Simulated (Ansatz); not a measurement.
Zr₂AlC: energy above lowest point and pressure against volume scale

Free energy against uniform scaling of the volume at fixed shape and fractions; periodic cell, basis, potentials, k mesh and filling as listed. The results are calculated, by Ansatz 0.2.0.

The cell before it is scaled or strained (space group P6_3/mmc, No. 194):
```
Zr2AlC
1.0
      3.3194     0.0000     0.0000
     -1.6597     2.8747     0.0000
      0.0000     0.0000    14.5820
Zr Al C
4 2 2
Direct
  0.33333 0.66667 0.08676
  0.66667 0.33333 0.58676
  0.66667 0.33333 0.91324
  0.33333 0.66667 0.41324
  0.33333 0.66667 0.75000
  0.66667 0.33333 0.25000
  0.00000 0.00000 0.00000
  0.00000 0.00000 0.50000
```

Settings of every row: functional PBEsol; dispersion none; potentials PAW; wave cutoff 550 eV; density cutoff 2200 eV; k mesh 9x9x2; k shift 0x0x0; occupations cold; smearing width 0.1 eV; spin none; SCF threshold exponent -8.

Limits: coarse k mesh, up to 40 meV an atom off; stress loosely converged; the cell comes from a prototype or a list of computed structures and needn't be the stable phase.

| row | volume scale | V (Å³/atom) | energy above lowest point (meV/atom) | pressure (GPa) |
| --- | --- | --- | --- | --- |
| 1 | 0.94 | 16.35 | 11.8 | 6.28 |
| 2 | 0.96 | 16.697 | 2.1 | 2.65 |
| 3 | 0.98 | 17.045 | 0 | -0.62 |
| 4 | 1 | 17.393 | ? | ? |
| 5 | 1.02 | 17.741 | 15.3 | -6.25 |
| 6 | 1.04 | 18.089 | 31.6 | -8.65 |
| 7 | 1.06 | 18.437 | 52.7 | -10.82 |

Question: what energy above lowest point and pressure should row 4 give?

Worked fit of energy above lowest point. Take u = (V_r/V)^(2/3) − 1 with V_r = 17.393 Å³ an atom, which is twice the finite (Eulerian) strain; such expansions in the strain, on which the Birch-Murnaghan equation of state is built, carry the rest volume and the bulk modulus. The shown rows have u = 0.04209, 0.0276, 0.01357, -0.01312, -0.02582, -0.03812. Least squares give energy above lowest point = 4.6 − 581.8 × u + 17868 × u² meV/atom; a straight line predicts inner rows, each left out in turn, worse (root mean square 11 against 0.063 meV/atom). The rows lie off it by 0.0, -0.1, 0.0, 0.0, 0.1, 0.0. Its lowest point lies at u = 0.0163, or V = 16.98 Å³ an atom, and the curvature there gives the bulk modulus at fixed shape and fractions, B = (4/9)(1 + u)² E″(u)/V = 155 GPa. Letting shape and atoms relax would as a rule lower it, by much in layered, chain or molecular crystals. The withheld row has u = 0, so the fit gives 4.6 − 581.8 × (0) + 17868 × (0)² = 4.6 meV/atom.

The calculation gave 4.6 meV/atom. The fit meets it to the printed digit.

Worked fit of pressure. Take u = (V_r/V)^(2/3) − 1 with V_r = 17.393 Å³ an atom, which is twice the finite (Eulerian) strain; such expansions in the strain, on which the Birch-Murnaghan equation of state is built, carry the rest volume and the bulk modulus. The shown rows have u = 0.04209, 0.0276, 0.01357, -0.01312, -0.02582, -0.03812. Least squares give pressure = −3.582 + 210.84 × u + 554.3 × u² GPa; a straight line predicts inner rows, each left out in turn, worse (root mean square 0.33 against 0.0087 GPa). The rows lie off it by 0.01, -0.01, 0.00, 0.00, 0.01, -0.01. The pressure vanishes at u = 0.0163, or V = 16.98 Å³ an atom, and there the bulk modulus at fixed shape and fractions is B = −V dP/dV = (2/3)(1 + u) dP/du = 155 GPa. Letting shape and atoms relax would as a rule lower it, by much in layered, chain or molecular crystals. The withheld row has u = 0, so the fit gives −3.582 + 210.84 × (0) + 554.3 × (0)² = -3.58 GPa.

The calculation gave -3.58 GPa. The fit meets it to the printed digit.
